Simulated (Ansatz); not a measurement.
A ladder of methods for InH3F− ([InFH3]-)

The species is InH3F− (5 atoms), meant as a singlet with charge -1. SMILES: `[H][In-]([H])([H])[F]`. The shape comes from GFN2-xTB, which is rough for such elements, and wasn't checked as a minimum.

```jsonl
{"atom": "In", "x (Å)": "0.0017", "y (Å)": "0.0031", "z (Å)": "-0.1344"}
{"atom": "F", "x (Å)": "0.0095", "y (Å)": "-0.0193", "z (Å)": "1.8835"}
{"atom": "H", "x (Å)": "1.6439", "y (Å)": "0.0097", "z (Å)": "-0.5932"}
{"atom": "H", "x (Å)": "-0.8322", "y (Å)": "1.4253", "z (Å)": "-0.5650"}
{"atom": "H", "x (Å)": "-0.8229", "y (Å)": "-1.4189", "z (Å)": "-0.5910"}
```

Each level gives the energy change with the In1–H5 bond stretched from 1.706 to 2.559 Å (eV). The values are calculated.

| level | kind | program | value (eV) | less FCI/STO-3G | CPU time (all runs) |
| --- | --- | --- | --- | --- | --- |
| BLYP/STO-3G (restricted) | GGA | Ansatz | 2.20 | -0.19 | 3.8 s |
| BHLYP/STO-3G (restricted) | global hybrid | Ansatz | 2.75 | +0.36 | 3.5 s |
| HSE06/STO-3G (restricted) | range-separated hybrid | Ansatz | 2.52 | +0.13 | 4.4 s |
| B2PLYP/STO-3G (restricted) | double hybrid | Ansatz | 2.56 | +0.17 | 5.4 s |
| CCSD/STO-3G (restricted) | coupled cluster or CI | Ansatz | 2.42 | +0.03 | 1.1 s |
| CCSDT/STO-3G (restricted) | coupled cluster or CI | Ansatz | 2.39 | 0.00 | 1.7 s |
| CCSDTQ/STO-3G (restricted) | coupled cluster or CI | Ansatz | 2.39 | 0.00 | 35 s |
| FCI/STO-3G | exact in the basis | Ansatz | 2.39 | 0.00 | 24 s |

FCI/STO-3G is exact within its basis and frozen core, so for wave-function methods in that basis the difference is their error; functionals converge differently with the basis, so for them it is only a difference. All-electron rows without a relativistic Hamiltonian named are non-relativistic. Sets without diffuse functions describe the anion poorly. The first shape isn't each level's own minimum. The values span 2.20 to 2.75 eV. All rows use very small basis sets, so even the best lies far from the true value. In the correlated wave-function rows the outer d shell of In is correlated, in sets not made for it. CPU times are rough (shared hosts, several kinds of processor): they show what a rung costs within a factor of a few.

Stretching one In–H bond leaves the wave-function series nearly converged at CCSD, which lies only 0.03 eV above FCI. Connected triples remove that remainder, and quadruples change nothing at the printed precision. The σ pair is only partly uncoupled at 2.559 Å, so the closed-shell determinant probably still dominates and the growing weight of the σ→σ* double excitation is handled well by the cluster expansion.

The functionals scatter more widely. Going from BLYP to BHLYP raises the cost from 2.20 to 2.75 eV, as expected when exact exchange replaces semilocal exchange in a restricted determinant: the determinant retains too much ionic character as the bond lengthens, while semilocal exchange partly mimics the missing left-right correlation. B2PLYP breaks any simple ordering by exact exchange, falling well below BHLYP, probably because its perturbative correlation term stabilises the stretched bond. The energies describe a partial stretch, not a dissociation energy, and the close agreement of CCSD with FCI needn't persist towards full separation.
